# Bond dissociation enthalpy at 298 K from $D_0$

## Statement

Let $D_0$ be the molar energy needed to take a gaseous molecule AB from its lowest level to the fragments A and B, each in its lowest level, at rest and infinitely far apart. Let $DH^\circ(T)$ be the standard enthalpy of AB(g) → A(g) + B(g), all species being ideal gases at temperature $T$. Write $\Delta_0^T H_X = H_X(T) - H_X(0)$. Then

$$DH^\circ(T) = D_0 + \Delta_0^T H_\mathrm{A} + \Delta_0^T H_\mathrm{B} - \Delta_0^T H_\mathrm{AB}. \tag{1}$$

For a diatomic molecule in a $^1\Sigma$ state, treated as a rigid rotor and harmonic oscillator with $T \gg \theta_r$,

$$DH^\circ(T) = D_0 + \tfrac32 RT + \tfrac13 R\theta_r - H_\mathrm{vib}(T) + \Delta H_\mathrm{el}(T), \qquad H_\mathrm{vib} = \frac{R\theta_v}{e^{\theta_v/T}-1}, \tag{2}$$

and the first omitted term is $+R\theta_r^2/45T$. When also $T \gg \theta_v$,

$$DH^\circ(T) \to D_0 + \tfrac12 RT + \tfrac12 R\theta_v + \tfrac13 R\theta_r + \Delta H_\mathrm{el}(T). \tag{3}$$

Here $\theta_r = hcB_0/k_B$ and $\theta_v = hc\tilde\nu/k_B$, with $B_0$ the rotational constant of the level $v=0$ and $\tilde\nu$ the vibrational spacing, both in cm$^{-1}$. $\Delta H_\mathrm{el}$ is the mean electronic excitation energy of the two atoms minus that of the molecule.

## Premises and conventions

1. The standard-state enthalpy of a gas is its zero-pressure limit. Interactions and quantum degeneracy of the translational motion are absent there, so the canonical partition function is $Q = q^N/N!$.
2. The energy of one particle is a translational part plus an internal level $\varepsilon_i$ of degeneracy $g_i$, so $q = q_\mathrm{tr}\,q_\mathrm{int}$.
3. The $\varepsilon_i$ of each species are counted from its lowest level, the same level that defines $D_0$. $H_X(0)$ is the molar energy $E_X$ of that level on a scale common to all three species.
4. All internal levels are in thermal equilibrium. For a homonuclear molecule this includes the nuclear-spin modifications.
5. Equations (2) and (3) add the level model $\varepsilon_{vJ}/k_B = \theta_v v + \theta_r J(J+1)$, multiplied in $q_\mathrm{int}$ by an independent electronic factor.

## Proof

**Step 1: enthalpy of one species.** For one mole, $U - E_X = RT^2(\partial \ln q/\partial T)_V$ and $p = RT(\partial\ln q/\partial V)_T$. The translational factor is $q_\mathrm{tr} = V(2\pi m k_BT/h^2)^{3/2}$. Its proportionality to $T^{3/2}$ gives $U_\mathrm{tr} = \tfrac32RT$, and its proportionality to $V$ gives $pV = RT$. With $H = U + pV$,

$$\Delta_0^T H_X = \tfrac52 RT + H_\mathrm{int}, \qquad H_\mathrm{int} = RT^2\frac{d\ln q_\mathrm{int}}{dT} = N_A\frac{\sum_i g_i\varepsilon_i\, e^{-\varepsilon_i/k_BT}}{\sum_i g_i\, e^{-\varepsilon_i/k_BT}}. \tag{4}$$

The result contains neither mass nor pressure, and a constant factor common to all $g_i$ cancels.

**Step 2: the cycle.** By definition $DH^\circ(T) = H_\mathrm{A}(T) + H_\mathrm{B}(T) - H_\mathrm{AB}(T)$. Insert $H_X(T) = E_X + \Delta_0^T H_X$. Premise 3 gives $E_\mathrm{A} + E_\mathrm{B} - E_\mathrm{AB} = D_0$, and (1) follows. Premise 5 was not used, so (1) holds for polyatomic fragments as well.

**Step 3: the diatomic case.** An atom has only electronic internal levels. The spin degeneracy of its nucleus is a constant factor and cancels in (4). Under premise 5 $\ln q_\mathrm{int}$ of the molecule is a sum of three terms, and so is $H_\mathrm{int}$. Two translational terms $\tfrac52RT$ minus one leave

$$DH^\circ(T) = D_0 + \tfrac52 RT - H_\mathrm{rot} - H_\mathrm{vib} + \Delta H_\mathrm{el}. \tag{5}$$

**Step 4: rotation.** Put $\sigma = \theta_r/T$ and $f(J) = (2J+1)e^{-\sigma J(J+1)}$, so that $q_\mathrm{rot} = \sum_{J\ge0} f(J)$ for a heteronuclear molecule. The Euler–Maclaurin formula reads

$$\sum_{J=0}^\infty f(J) \simeq \int_0^\infty f\,dJ + \frac{f(0)}{2} - \frac{f'(0)}{12} + \frac{f'''(0)}{720} - \frac{f^{(5)}(0)}{30240} + \dots$$

The substitution $y = J(J+1)$ gives $\int_0^\infty f\,dJ = 1/\sigma$. Expanding $f$ in powers of $J$ gives $f(0) = 1$, $f'(0) = 2-\sigma$, $f'''(0) = -12\sigma + 12\sigma^2 - \sigma^3$ and $f^{(5)}(0) = 120\sigma^2 + O(\sigma^3)$. Higher derivatives start at order $\sigma^3$. The constant term is $\tfrac12 - \tfrac16 = \tfrac13$, the linear term is $(\tfrac1{12} - \tfrac1{60})\sigma = \sigma/15$, and the quadratic term is $(\tfrac1{60} - \tfrac1{252})\sigma^2 = 4\sigma^2/315$. Hence

$$q_\mathrm{rot} \simeq \frac1\sigma\left(1 + \frac\sigma3 + \frac{\sigma^2}{15} + \frac{4\sigma^3}{315} + \dots\right), \qquad \ln q_\mathrm{rot} \simeq -\ln\sigma + \frac\sigma3 + \frac{\sigma^2}{90} + \frac{8\sigma^3}{2835} + \dots$$

Since $\sigma \propto 1/T$, one has $T\,d/dT = -\sigma\,d/d\sigma$, and (4) yields

$$H_\mathrm{rot} = -RT\,\sigma\frac{d\ln q_\mathrm{rot}}{d\sigma} \simeq RT - \frac{R\theta_r}{3} - \frac{R\theta_r\sigma}{45} - \frac{8R\theta_r\sigma^2}{945} - \dots \tag{6}$$

The constant $-R\theta_r/3$ survives at all high temperatures.

**Step 5: homonuclear molecules.** Exchange of two identical nuclei of spin $I$ multiplies the rotational function by $(-1)^J$ and leaves a $^1\Sigma_g^+$ electronic function unchanged. Of the $(2I+1)^2$ nuclear-spin states, $(I+1)(2I+1)$ are symmetric and $I(2I+1)$ antisymmetric. For half-integer $I$ the total state must be antisymmetric, so even $J$ carry the weight $w_e = I(2I+1)$ and odd $J$ the weight $w_o = (I+1)(2I+1)$. For integer $I$ the weights are interchanged. With $A = \sum_{J\ge0}(-1)^Jf(J)$, the even and odd partial sums are $(q_\mathrm{rot}\pm A)/2$, and the weighted sum is proportional to $q_\mathrm{rot} + \eta A$ with $\eta = (w_e - w_o)/(w_e + w_o)$.

To evaluate $A$, set $x = J + \tfrac12$. Then $J(J+1) = x^2 - \tfrac14$ and $(-1)^J = \sin\pi x$. The function $G(x) = x\sin(\pi x)e^{-\sigma x^2}$ is even, so $A = e^{\sigma/4}\sum_{J=-\infty}^{\infty}G(J+\tfrac12)$. Poisson summation turns the sum into $\sum_k(-1)^k\int G(x)\cos(2\pi kx)\,dx$. Use $2\sin(\pi x)\cos(2\pi kx) = \sin[(2k+1)\pi x] - \sin[(2k-1)\pi x]$ and

$$K(\omega) = \int_{-\infty}^{\infty}x\sin(\omega x)e^{-\sigma x^2}dx = \frac{\omega}{2\sigma}\sqrt{\frac\pi\sigma}\,e^{-\omega^2/4\sigma}.$$

The term $k=0$ gives $K(\pi)$, the pair $k=\pm1$ gives $K(\pi) - K(3\pi)$, the pair $k=\pm2$ gives $K(5\pi) - K(3\pi)$, and so on. The total is $2[K(\pi) - K(3\pi) + \dots]$, so

$$A = e^{\sigma/4}\left(\frac\pi\sigma\right)^{3/2}\left[e^{-\pi^2/4\sigma} - 3e^{-9\pi^2/4\sigma} + \dots\right]. \tag{7}$$

$A$ vanishes faster than any power of $\sigma$, so the series (6) is the same for homonuclear molecules. The extra enthalpy is $-RT\sigma\,d\ln(1+\eta A/q_\mathrm{rot})/d\sigma$. From (7), $\sigma\,d\ln A/d\sigma = \pi^2/4\sigma - \tfrac32 + \sigma/4$, and from (6), $-\sigma\,d\ln q_\mathrm{rot}/d\sigma \simeq 1 - \sigma/3$. To first order in $A/q_\mathrm{rot}$,

$$\delta H_\mathrm{rot} \simeq -\eta RT\,\frac{A}{q_\mathrm{rot}}\left(\frac{\pi^2}{4\sigma} - \frac12 - \frac\sigma{12}\right). \tag{8}$$

**Step 6: vibration.** The geometric series gives $q_\mathrm{vib} = (1 - e^{-\theta_v/T})^{-1}$, counted from $v=0$. Then (4) gives $H_\mathrm{vib} = R\theta_v/(e^{\theta_v/T}-1)$. Inserting this and the first two terms of (6) into (5) gives $\tfrac52RT - RT + \tfrac13R\theta_r = \tfrac32RT + \tfrac13R\theta_r$, which proves (2).

**Step 7: classical vibration.** For small $u = \theta_v/T$, $u/(e^u - 1) = 1 - u/2 + u^2/12 - \dots$, so $H_\mathrm{vib} = RT - \tfrac12R\theta_v + R\theta_v^2/12T - \dots$. Insertion into (2) gives (3). The coefficient $\tfrac12$ is the equipartition count: $5RT$ for two atoms against $(\tfrac52 + 1 + 1)RT$ for the molecule. The constant $\tfrac12R\theta_v$ is the harmonic zero-point energy, so $D_0 + \tfrac12R\theta_v$ is the well depth $D_e$ of the harmonic model. Apart from the electronic term, the slope $d\,DH^\circ/dT = \Delta C_p^\circ$ falls from $\tfrac32R$ for $\theta_r \ll T \ll \theta_v$ to $\tfrac12R$ for $T \gg \theta_v$.

**Step 8: electronic term.** Each contribution to $\Delta H_\mathrm{el}$ is (4) applied to the electronic levels, fine-structure components included. A species whose only populated level is the lowest contributes nothing, whatever the degeneracy of that level.

## Range of validity

Equations (1) and (4) are exact for ideal gases, given the levels. Real-gas corrections do not enter, because of premise 1. $D_0$ and the level sums must share their zero. If the symmetry of the electronic state forbids $J = 0$, the rigid-rotor $H_\mathrm{rot}$ counted from $J=1$ is smaller than (6) by $2R\theta_r$.

Equation (2) omits four kinds of terms.

- *Higher orders in $\sigma$*, led by $R\theta_r\sigma/45$ in (6).
- *Spin statistics*, equation (8). For $\sigma = 0.1$ the ratio $A/q_\mathrm{rot}$ is $3\times10^{-10}$, so the term matters only when $T$ is within a few multiples of $\theta_r$.
- *Departures from premise 5.* A small shift $\delta\varepsilon$ of the levels changes $\ln q$ by $-\langle\delta\varepsilon\rangle/k_BT$. Take the centrifugal term $-hcD_c\,y^2$ with $y = J(J+1)$. For a classical rotor $y$ is exponentially distributed and $\langle y^2\rangle = 2/\sigma^2$. So $\ln q$ gains $2D_ck_BT/hcB_0^2$, which is linear in $T$, and $H_\mathrm{rot}$ gains $RT$ times the same quantity. When the vibration is classical too, $\langle v\rangle = T/\theta_v$ and $\langle v^2\rangle = 2(T/\theta_v)^2$. The anharmonic term $-hc\,\omega_ex_e v^2$ and the coupling $-hc\,\alpha_e vy$ then contribute in the same way, and the three together raise the enthalpy of the molecule by
$$RT\,\frac{T}{\theta_v}\left(\frac{2\omega_ex_e}{\tilde\nu} + \frac{\alpha_e}{B_0} + \frac{2D_c\tilde\nu}{B_0^2}\right). \tag{9}$$
- *Coupling of rotation to electronic angular momentum* in states other than $^1\Sigma$. The factorisation fails, and (4) must be summed over the actual levels.

The limit (3) needs $T \gg \theta_v$ while (9) stays small against $\tfrac12RT$. For H$_2$, with the approximate constants $\omega_ex_e \approx 121$ cm$^{-1}$, $\alpha_e \approx 3.06$ cm$^{-1}$ and those of the next section, the bracket in (9) is 0.22. At $T = \theta_v$ this first-order estimate already amounts to nearly half of $\tfrac12RT$, so H$_2$ has no temperature range in which (3) is quantitative.

## Illustration: H$_2$ at 298.15 K

The given input is $D_0 = 432.07$ kJ/mol, referred to $v = 0$, $J = 0$. The level model for $v=0$ is $F(J) = B_0y - D_cy^2$, with the approximate constants $B_0 \approx 59.33$ cm$^{-1}$, $D_c \approx 0.046$ cm$^{-1}$ and $\tilde\nu \approx 4161$ cm$^{-1}$. At $T = 298.15$ K, $RT = 2479$ J/mol and $k_BT/hc = 207.22$ cm$^{-1}$, and 1 cm$^{-1}$ corresponds to 11.963 J/mol. The inputs give $\theta_r = 85.36$ K, $\sigma = 0.2863$ and $\theta_v = 5987$ K.

**Atoms.** The ground term $^2S_{1/2}$ is the only populated one, since the $n=2$ levels lie at three quarters of the Rydberg energy, about $397\,k_BT$. The hyperfine splitting of approximately 1420 MHz is 0.57 J/mol and is ignored. Each atom has $\Delta_0^TH = \tfrac52RT = 6197$ J/mol, and $\Delta H_\mathrm{el} = 0$ because the excited electronic states of H$_2$ are empty as well.

**Vibration.** With $\theta_v/T = 20.08$, $H_\mathrm{vib} = 9.5\times10^{-5}$ J/mol. Only $v=0$ is occupied, so anharmonicity drops out and $B_0$ is the proper constant.

**Rotation.** The ground state is $^1\Sigma_g^+$ and $I = \tfrac12$, so $w_e = 1$, $w_o = 3$, $\eta = -\tfrac12$ and $g_J = w_J(2J+1)$. With $b_J = e^{-hcF(J)/k_BT}$:

| $J$ | $g_J$ | $F(J)$ / cm$^{-1}$ | $g_Jb_J$ | $g_JF(J)b_J$ / cm$^{-1}$ |
|---|---|---|---|---|
| 0 | 1 | 0 | 1.00000 | 0 |
| 1 | 9 | 118.48 | 5.08094 | 601.97 |
| 2 | 5 | 354.32 | 0.90446 | 320.47 |
| 3 | 21 | 705.34 | 0.69823 | 492.49 |
| 4 | 9 | 1168.20 | 0.03206 | 37.45 |
| 5 | 33 | 1738.50 | 0.00750 | 13.04 |
| 6 | 13 | 2410.72 | 0.00012 | 0.28 |
| 7 | 45 | 3178.22 | 0.00001 | 0.03 |
| sum | | | 7.72332 | 1465.73 |

The levels $J = 8$ to 12 change the result by less than 0.001 J/mol. The sum is cut there, since the two-term $F(J)$ turns over near $J = 25$ and is meaningless in that region. The mean rotational energy is $1465.73/7.72332 = 189.78$ cm$^{-1}$, so $H_\mathrm{rot} = 2270$ J/mol and $\Delta_0^TH(\mathrm{H_2}) = 8468$ J/mol.

The next table shows what each refinement contributes to the thermal correction $DH^\circ - D_0 = \tfrac52RT - H_\mathrm{rot}$.

| Treatment of rotation | $H_\mathrm{rot}$ / J mol$^{-1}$ | $DH^\circ - D_0$ / J mol$^{-1}$ |
|---|---|---|
| classical, $RT$ | 2479 | 3718 |
| $RT - R\theta_r/3$, equation (2) | 2242 | 3955 |
| rigid sum, equal weights | 2237 | 3960 |
| rigid sum, weights 1:3 | 2256 | 3942 |
| sum over $F(J)$, weights 1:3 | 2270 | 3927 |

The constant $R\theta_r/3$ is 237 J/mol. The change of 5 J/mol in the third row is accounted for by the last two terms written in (6), 4.5 and 0.5 J/mol. The spin weights add 18 J/mol to $H_\mathrm{rot}$, and (8) with $A = 0.00706$ and $q_\mathrm{rot} = 3.846$ also gives 18 J/mol. Centrifugal stretching adds 15 J/mol, for which the classical first-order estimate is 13 J/mol. In all, equation (2) lies 28 J/mol above the explicit sum. That exceeds the last digit of $D_0$, and it is the reason for summing explicitly.

A sextic term $+hcH_cy^3$ with a typical $H_c \approx 5\times10^{-5}$ cm$^{-1}$ has been left out. With $\langle y^3\rangle = 6/\sigma^3$ it lowers $\ln q$ by $6H_c(k_BT/hc)^2/B_0^3$. This is quadratic in $T$, so $H_\mathrm{rot}$ falls by $RT$ times twice that quantity, 0.3 J/mol. A change of 0.0005 cm$^{-1}$ in $D_c$ moves $H_\mathrm{rot}$ by 0.2 J/mol. The correction is therefore fixed to about 1 J/mol by these inputs.

**Ortho and para forms.** Counted from $J=0$, the rigid sums over even and odd $J$ alone give 2201 and 2274 J/mol. A frozen 1:3 mixture differs from the equilibrium mixture by only 0.05 J/mol at this temperature. If the frozen mixture were instead counted from its own zero-temperature state, with three quarters of the molecules in $J=1$, its $\Delta_0^TH$ would be smaller by $\tfrac34N_AhcF(1) = 1.06$ kJ/mol, and it could not be combined with a $D_0$ referred to $J=0$.

**Result.** By (1), with 12395 J/mol for the two atoms and 8468 J/mol for the molecule, the model's value for the given $D_0$ and the approximate level constants is

$$DH^\circ(298.15\ \mathrm{K}) = 432.07 + 12.395 - 8.468 = 436.00\ \text{kJ/mol},$$

with the last digit limited by that of $D_0$.